Calculated values. Hcp thallium, with each functional's relaxed cell scaled uniformly (scale 1: PBE 31.49, BLYP 35.61, revPBE 33.09 Å³/atom). Ansatz 0.2.0, scalar-relativistic plane-wave PAW, cutoff 420 eV, k mesh 17×17×9 (PBE) or 16×16×9, no spin polarisation. Energies are extrapolated to zero smearing; pressures, positive in compression, are at 0.1 eV Fermi-Dirac smearing.

```
volume scale  energy change, PBE (meV/atom)  pressure, PBE (GPa)  energy change, BLYP (meV/atom)  pressure, BLYP (GPa)  energy change, revPBE (meV/atom)  pressure, revPBE (GPa)
        0.88                           47.6                 4.73                            37.2                  3.28                              41.3                    3.91
        0.92                           18.9                 2.73                            14.9                  1.91                              16.4                    2.26
        0.96                            4.1                 1.19                             3.3                  0.85                               3.6                    0.99
           1                            0.0                -0.01                             0.0                  0.03                               0.0                    0.01
        1.04                            4.2                -0.94                             3.2                 -0.60                               3.5                   -0.74
        1.08                           14.9                -1.65                            11.4                 -1.10                              12.6                   -1.33
        1.12                           30.6                -2.20                            23.4                 -1.48                              25.9                   -1.77
```

At equal volume scale, thallium looks softest with BLYP and stiffest with PBE. To squeeze the metal to 0.88 of its relaxed volume takes 4.73 GPa with PBE but only 3.28 GPa with BLYP, and under expansion the BLYP metal also pulls back more weakly. Yet the functionals don't start from the same cell: that of revPBE is 5% larger than that of PBE, and that of BLYP 13% larger. The same scale therefore means different distances between the atoms.

The three pressure curves have nearly one shape. Once the small pressure left at scale 1 is subtracted from each, multiplying the PBE curve by 0.82 gives the revPBE curve, and multiplying it by 0.69 gives the BLYP curve, to within 0.02 GPa in every row. What needs explaining is thus one factor for each functional.

The first cause is the larger cell. In the usual picture of a metal, which these runs don't take apart, the outward push of squeezed electrons and overlapping inner shells weakens faster with distance than the attraction that binds the atoms. Stretching the metal therefore lowers its bulk modulus $B$, the pressure needed per relative loss of volume. This is also why each curve is steeper in compression than in expansion.

A simple model turns this into numbers. Let $x$ be the volume scale and let the modulus fall as a power of it, $B=B_0x^{-n}$, where $B_0$ is its value at scale 1. Since $B=-x\,dP/dx$, integration from scale 1, where the pressure $P$ is zero, gives

$$P=\frac{B_0}{n}\left(x^{-n}-1\right).$$

If two functionals share $n$, their curves differ only by the factor $B_0$, as the table shows. A fit to the seven PBE pressures gives $n\approx5.3$; the output of the analysis follows this page.

Now suppose that BLYP did nothing but stretch the PBE metal to a cell 1.13 times as large. The modulus should then fall to $1.13^{-5.3}\approx0.52$ of its PBE value, or from 26.6 GPa, the slope between the rows at 0.96 and 1.04, to about 14 GPa. The BLYP pressures, which were no part of the fit, give 18 GPa. Stretching explains the direction of the trend but overstates its size, and it does so for revPBE too, with a factor of 0.77 in place of 0.82. The BLYP estimate reaches slightly past the last PBE row, too short a step to explain the gap.

The rest comes from how the functionals differ at one and the same volume. At the relaxed PBE volume, where PBE has almost no pressure, BLYP still pushes outward with 3.1 GPa. When the cell is 12% larger, this extra pressure has dropped to 2.4 GPa. A push that fades as the metal expands, and grows as it is squeezed, is itself a resistance to compression.

So the order of stiffness reverses when the volumes are matched. Averaged over that same stretch of volume, the modulus is 19 GPa with PBE, 21 GPa with revPBE and 26 GPa with BLYP. BLYP looks soft in the table because it is read in a wide cell, not because it makes thallium yield more easily at a given volume. The match isn't perfect, since the cells also differ in the ratio of height to width: 1.57 with PBE, 1.56 with revPBE and 1.52 with BLYP. Uniform scaling holds this ratio fixed, and the stress isn't even: at scale 0.88 the PBE cell pushes about 0.8 GPa harder along the axis than within the layers. All moduli here are thus those of a cell of fixed shape, and letting the shape adjust is expected to lower them somewhat.

Theory gives a reason for the outward push. revPBE differs from PBE in its exchange part, which lowers the energy more strongly where the density varies steeply for its size, as in the thin regions away from the nuclei. Such regions gain weight as atoms move apart, so the functional favours longer bonds. The exchange part of BLYP leans the same way. BLYP also has another correlation part, which doesn't reproduce the uniform electron gas, and it is known to bind metals too weakly. How much each part contributes is untested here, and the use of atomic datasets made for PBE may alter the push. All three cells are also larger than the measured one, by roughly a tenth with PBE and a quarter with BLYP. The runs leave out dispersion forces and spin-orbit coupling, whose effects are untested here, so the moduli shouldn't be taken for those of real thallium.

The energies show the softening less clearly than the pressures. At scale 0.88 the BLYP energy is 0.78 of the PBE energy, and in the other rows 0.76 to 0.80, although the pressure factor is 0.69. Energy is pressure times change of volume, and the same change of scale is a larger change of volume in the larger cell: $0.69\times1.13\approx0.78$.

One pair of rows looks irregular. Compression by 4% should cost more than expansion by 4%, yet PBE gives 4.1 and 4.2 meV. The tabulated energies are extrapolated to zero smearing, which adds half the electronic entropy term to the free energy. That term grows in the expanded metal, whose bands are narrower, and so it makes expansion look dearer. In the free energy, to which the pressure belongs, the costs are 4.4 and 3.8 meV, and the expected asymmetry is back. The same term flattens the other two pairs, 3.3 and 3.2 meV with BLYP and 3.6 and 3.5 meV with revPBE. Which member ends up higher is settled by the small pressure left at scale 1. It is positive in these two cells and favours expansion, by about 0.3 meV with BLYP, while the slightly negative pressure of PBE tips its pair the other way by about 0.1 meV.

A series with the local density approximation would lie on the other side of PBE: it is known to bind metals more tightly, and its smaller cell goes with a higher modulus. The practical rule is to compare functionals at equal volume before calling one of them soft. A modulus taken at each functional's own cell mixes the stiffness of the bonds with the error in their length.

The analysis program printed:

```
revPBE cell larger than PBE cell by, percent: 5.081
BLYP cell larger than PBE cell by, percent: 13.08
factor from PBE to revPBE pressure at equal scale: 0.8203
largest miss of that factor, revPBE, GPa: 0.01648
factor from PBE to BLYP pressure at equal scale: 0.6862
largest miss of that factor, BLYP, GPa: 0.00814
fit of dP on 7 rows: coefficient of x**(-s) - 1 4.87 +/- 0.012, s 5.325; rms 0.0128, worst 0.92 -0.0178, leave-one-out rms 0.0305
factor if PBE metal were only stretched to the revPBE cell: 0.768
factor if PBE metal were only stretched to the BLYP cell: 0.5196
bulk modulus at own cell, PBE, GPa: 26.62
bulk modulus at own cell, revPBE, GPa: 21.62
bulk modulus at own cell, BLYP, GPa: 18.12
extra pressure of revPBE over PBE at 31.49 cubic angstrom, GPa: 1.265
extra pressure of revPBE over PBE at 35.27 cubic angstrom, GPa: 1.079
extra pressure of BLYP over PBE at 31.49 cubic angstrom, GPa: 3.143
extra pressure of BLYP over PBE at 35.27 cubic angstrom, GPa: 2.426
mean modulus from 31.49 to 35.27 cubic angstrom, PBE, GPa: 19.35
mean modulus from 31.49 to 35.27 cubic angstrom, revPBE, GPa: 20.99
mean modulus from 31.49 to 35.27 cubic angstrom, BLYP, GPa: 25.67
PBE energies in meV an atom:
   row  zero-smearing energy  free energy  work from the pressure curve
  0.88                  47.6        48.53                         48.29
  0.92                  18.9        19.54                         19.37
  0.96                   4.1        4.438                          4.37
   1.0                     0            0                             0
  1.04                   4.2        3.829                         3.836
  1.08                  14.9        14.13                         14.07
  1.12                  30.6         29.4                         29.35
energy of BLYP over energy of PBE at scale 0.88: 0.7815
pressure factor of BLYP times its volume ratio: 0.7759
```
